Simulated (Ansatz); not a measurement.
# A series in volume per atom on Sc

Periodic Kohn-Sham DFT of a crystal at fixed atoms; pressure and stress are positive in compression; the energy is the free energy less that of spherical unpolarised free atoms; site moments are those in the method's own spheres, positive along +z. The results are calculated, by Ansatz 0.2.0.

Cell of the first row (space group Fm-3m, No. 225):
```
Sc
1.0
      0.0000     2.2242     2.2242
      2.2242     0.0000     2.2242
      2.2242     2.2242     0.0000
Sc
1
Direct
  0.00000 0.00000 0.00000
```

Settings of every row: method frozen-core PAW; functional PBEsol; relativity scalar; k mesh 12x12x12; filling fermi-dirac; smearing width 0.03 eV; wave cutoff 420 eV; paw set soft_2.

Atom start moment: 0 on all atoms.

Limits: PAW files made with PBE.

| row | volume per atom (Å³) | pressure (GPa) |
| --- | --- | --- |
| 1 | 22.005 | 4.201 |
| 2 | 22.473 | 2.864 |
| 3 | 22.941 | 1.626 |
| 4 | 23.176 | 1.04 |
| 5 | 23.41 | 0.474 |
| 6 | 23.644 | -0.073 |
| 7 | 23.878 | -0.6 |
| 8 | 24.346 | ? |
| 9 | 24.814 | -2.524 |

Question: what pressure should row 8 give?

Worked fit of pressure. Take u = (V_r/V)^(2/3) − 1 with V_r = 23.293 Å³ an atom, which is twice the finite (Eulerian) strain; such expansions in the strain, on which the Birch-Murnaghan equation of state is built, carry the rest volume and the bulk modulus. The shown rows have u = 0.03865, 0.02418, 0.0102, 0.00336, -0.00333, -0.00992, -0.0164, -0.04129. Least squares give pressure = 0.7527 + 84.437 × u + 122.96 × u² GPa; a straight line predicts inner rows, each left out in turn, worse (root mean square 0.059 against 0.0019 GPa). The rows lie off it by 0.001, -0.002, -0.001, 0.002, 0.001, 0.000, -0.001, 0.000. The pressure vanishes at u = -0.0090, or V = 23.61 Å³ an atom, and there the bulk modulus at fixed shape and fractions is B = −V dP/dV = (2/3)(1 + u) dP/du = 54.3 GPa. The withheld row has u = -0.02905, so the fit gives 0.7527 + 84.437 × (-0.02905) + 122.96 × (-0.02905)² = -1.596 GPa.

The calculation gave -1.599 GPa. The fit lies 0.003 GPa (0.045 % of the column's range) above it; its largest miss of a shown row is 0.002 GPa.
